# Exact $v_{xc}$ from the density matrix and the xc hole: the step in stretched 1D LiH

## The relation

Atomic units are used. Define $\rho_1(\mathbf r',\mathbf r,t)=N\int\Psi^*(\mathbf r',\dots)\Psi(\mathbf r,\dots)$, summed over spin, the pair density $n(\mathbf r)[n(\mathbf r')+n_{xc}(\mathbf r,\mathbf r')]$, and $\mathcal D\rho=\tfrac14(\nabla'-\nabla)(\nabla^2-\nabla'^2)\rho|_{\mathbf r'=\mathbf r}$. The currents obey

$$\partial_t\mathbf j=-\mathcal D\rho_1-n\nabla(v_{ext}+v_H)-n\!\int\! n_{xc}\nabla w\,d^3r',\qquad \partial_t\mathbf j_s=-\mathcal D\rho_{1,s}-n\nabla v_s .$$

Both systems share $\partial_t^2n=-\nabla\cdot\partial_t\mathbf j$, so with $v_s=v_{ext}+v_H+v_{xc}$

$$\nabla\!\cdot(n\nabla v_{xc})=\nabla\!\cdot\Big[\mathcal D(\rho_1-\rho_{1,s})+n\!\int\! n_{xc}(\mathbf r,\mathbf r',t)\nabla w(|\mathbf r-\mathbf r'|)\,d^3r'\Big],$$

with $\nabla$ acting on $\mathbf r$ (Maitra and co-workers, 2014). The two terms define the kinetic part $v^T$ and the interaction part $v^W$, both fixed by the instantaneous interacting and Kohn-Sham (KS) states. In a finite 1D system the divergence drops out and $j_s=j$.

## Model

Two singlet valence electrons, $w=1/\sqrt{1+(x-y)^2}$, Li at $x=0$, H at $x=R=50$ bohr. Inputs are rounded typical atomic values: $I_{Li}\approx0.20$, $I_H\approx0.50$, $A_H\approx0.03\ E_h$. The system evolves field-free as $c_1\Psi_{cov}+c_2e^{-i\omega t}\Psi_{ion}$, where $\Psi_{ion}$ is Li$^+$H$^-$, $c_2^2=0.01$ and $c_1,c_2>0$. The KS state is one doubly occupied orbital $\sqrt{n/2}\,e^{i\theta}$. We want the step $S$, the constant that lifts the H well of $v_s$ relative to the Li well, at $t=0$.

## Estimate by hand

One KS orbital must hold about one electron on each atom. At 50 bohr tunnelling is negligible, so this needs the two atomic levels aligned: $S\approx0.5-0.2=0.3\ E_h$, about 8 eV. Moving 1% of an electron should change that by about 1%.

## Careful calculation

For $x$ between the atoms, neglecting Li-H overlap and polarisation,

$$\Psi(x,y)\simeq g(x)b(y)+h(x)a(y),\quad g=\tfrac{c_1}{\sqrt2}a+c_2e^{-i\omega t}d,\quad h=\tfrac{c_1}{\sqrt2}b .$$

Here $a,b$ are the Li and H orbitals and $d$ is the orbital of the outer H$^-$ electron; $a$ and $b$ are positive, and $d$ is taken positive on the H side. Then $\rho_1=2[g^*(x')g(x)+h(x')h(x)]$. Both $a$ and $d$ solve the one-electron equation in $u=v_{ext}+v_H[b^2]$, with binding energies $I_{Li}$ and $I_d=A_H+1/R=0.05\ E_h$, so $\omega=I_{Li}-I_d=0.15\ E_h$. The orbital $b$ sees $u_b=v_{ext}+v_H[a^2]$.

At $t=0$ everything is real. Put $A=c_1a$, $B=\sqrt2c_2d$, $C=c_1b$, so $n=(A+B)^2+C^2$. Using $a''=2(u+I_{Li})a$ and its analogues,

$$\mathcal D\rho_1=-(A+B)^2u'-C^2u_b'+\omega(AB'-A'B),\qquad \mathcal D\rho_{1,s}=-nv_0',\quad v_0=\frac{(\sqrt n)''}{2\sqrt n}.$$

The pair density $2|\Psi|^2$ gives

$$n(v_{ext}+v_H+v^W)'=(A+B)^2u'+C^2u_b' .$$

Adding $nv^{T\prime}=\mathcal D(\rho_1-\rho_{1,s})$ cancels the forces: $v_s'=v_0'+\omega(AB'-A'B)/n$. On Li $v_0=u+I_{Li}$ and on H $v_0=u_b+I_H$, up to the 1% ionic weight. Hence

$$S=I_H-I_{Li}+\omega F,\qquad F=\int\frac{AB'-A'B}{(A+B)^2+C^2}\,dx .$$

For $c_2=0$, $F=0$ and the estimate is recovered. If $C$ is negligible where $A\approx|B|$ and $A+B$ has no node, then $F=\int_0^\infty dr/(1+r)^2=1$ with $r=B/A$, whatever the orbital shapes, since the integrand is an exact differential in $r$.

Shapes decide whether these conditions hold. In the gap $u\approx-1/x$, so $d$ has the local decay constant $\kappa(x)=\sqrt{2(I_d-1/x)}$, which is $\kappa_H=\sqrt{2A_H}=0.24$ bohr$^{-1}$ at H and vanishes at $x=1/I_d=20$ bohr. The barrier action $\int_{20}^{R}\kappa\,dx=5.7$ reduces the amplitude of $d$ by $e^{-5.7}\approx0.003$ before it reaches the region of the excited Li levels, so $\Psi_{ion}$ is nearly pure Li$^+$H$^-$ provided $-I_d$ is off resonance with such a level, which we assume. Take the WKB tail $d=\kappa_H\,\kappa(x)^{-1/2}\exp(-\int_x^R\kappa\,dx')$ in the barrier and normalised Coulomb tails $\propto s^{1/k}e^{-ks}$ for $a,b$, with $s$ the distance from the own nucleus and $k=\sqrt{2I}=0.63,\ 1.0$ bohr$^{-1}$. At $x=25$ bohr $B$ is already more than thirty times $A$ while $C/A<10^{-4}$, so $C$ is negligible where $A\approx|B|$, and $b$ overtakes $d$ only about 6 bohr from H. Inside 20 bohr $d$ oscillates with a phase set by the Li core, which the inputs do not fix, so the absence of a node in $A+B$ at $t=0$ is an assumption; the last section shows that at generic times the result does not need it. With $F\approx1$ the model's step is

$$S=0.45\ E_h\approx12\ \text{eV}\approx I_H-A_H-1/R .$$

**Split.** With $\eta=(A+B)^2/n$ falling from 1 to 0, integration by parts shows that $v^W$ supplies $-\int\eta'\,(v_H[b^2]-v_H[a^2])\,dx$. This is roughly $w(6)-w(44)\approx0.14\ E_h$, because the hole jumps from Li to H at the $d$-$b$ crossing. The kinetic part supplies the remaining $0.31\ E_h$. In the purely covalent state the hole jumps about 19 bohr from H and $v^W$ supplies only about $0.02\ E_h$.

## Why 0.45 and not 0.3

The ratio is 1.5 and the excess is $\omega F$. The estimate counted populations on the atoms, but the step is built in the gap, where exponentially small amplitudes compete. The anion tail decays more slowly than $b$, so a 1% ionic weight dominates the H side of the gap. There $\Psi\simeq g(x)b(y)$. The KS orbital has the same $n$ and $j$, so it equals $g$ up to a time-dependent phase, $\rho_1=\rho_{1,s}$ locally, and $v^T$ is flat where the Li tail ends. The step forms at the $d$-$b$ crossing and aligns the H level with $-I_d$ in place of $-I_{Li}$. That is higher by exactly $\omega$.

Level alignment assumes a stationary orbital. In general $v_s=v_0-\partial_t\theta-\theta'^2/2$ with $\theta'=j/n$, which is negligible on the atoms, so $S=I_H-I_{Li}-\partial_t\Delta\theta$ with $\Delta\theta=\int j/n\,dx$. Crossing from $A$ to $B$, the phase of $g$ changes by $-\omega t$, which gives $+\omega$ at nearly all times. This holds even if $d$ has nodes, because the phase of $1+re^{-i\omega t}$ depends only on the end values of $r$; an excursion to $r<-1$ merely adds a brief spike at $\omega t=0$. But $\Delta\theta$ is periodic, with period $2\pi/\omega=42$ a.u. (1.0 fs), so the time average of $S$ is $I_H-I_{Li}$. The balance is restored near $\omega t=\pi$. There $g$ passes through a node, only $C^2$ keeps $n$ finite, and $\Delta\theta$ slips back by nearly $2\pi$. Replacing $B\to-B$ in $F$ gives $F\approx-\pi/\epsilon$ with $\epsilon=C/B\ll1$ at the node, a downward spike of about $\pi\omega/\epsilon$ lasting of order $\epsilon/\omega$. With $C$ so small, the neglected polarisation terms also fill the node, so the model does not fix the height and width of the spike, only the phase slip it carries. The hand estimate is therefore the cycle average, while the instantaneous step sits near the model's $0.45\ E_h$ for almost the whole cycle.